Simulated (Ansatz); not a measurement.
TePb: energy above lowest point against volume scale

Free energy against uniform scaling of the volume at fixed shape and fractions; periodic cell, basis, potentials, k mesh and filling as listed. The results are calculated, by Ansatz 0.2.0.

The cell before it is scaled or strained (space group Fm-3m, No. 225):
```
CELL_PARAMETERS angstrom
0.00000 3.24170 3.24170
3.24170 0.00000 3.24170
3.24170 3.24170 0.00000
ATOMIC_POSITIONS crystal
Te 0.50000 0.50000 0.50000
Pb 0.00000 0.00000 0.00000
```

Settings of every row: functional PBE; dispersion none; potentials PAW; wave cutoff 326.54 eV; density cutoff 2612.3 eV; k mesh 5x5x5; k shift 0x0x0; occupations fixed; smearing width 0 eV; spin none.

Limits: cutoff under the advised one; no spin-orbit coupling, which can matter with elements this heavy.

```
row  volume scale  V (Å³/atom)  energy above lowest point (meV/atom)
  1        0.9406       32.042                                     ?
  2        0.9703       33.054                                    21
  3             1       34.066                                   6.1
  4        1.0297       35.078                                     0
  5        1.0594       36.089                                   1.1
```

Question: what energy above lowest point should row 1 give?

Worked fit of energy above lowest point. Take u = (V_r/V)^(2/3) − 1 with V_r = 34.572 Å³ an atom, which is twice the finite (Eulerian) strain; such expansions in the strain, on which the Birch-Murnaghan equation of state is built, carry the rest volume and the bulk modulus. The shown rows have u = 0.03039, 0.00988, -0.00964, -0.02822. Least squares give energy above lowest point = 2.05 + 316.9 × u + 10066 × u² meV/atom; a straight line predicts inner rows, each left out in turn, worse (root mean square 5.5 against 0.15 meV/atom). The rows lie off it by 0.0, -0.1, 0.1, 0.0. The withheld row has u = 0.05197, so the fit gives 2.05 + 316.9 × (0.05197) + 10066 × (0.05197)² = 45.7 meV/atom.

The calculation gave 46.6 meV/atom. The fit lies 0.9 meV/atom (1.9 % of the value, 1.9 % of the column's range) below it; its largest miss of a shown row is 0.1 meV/atom. This row lies beyond the range of the fit.
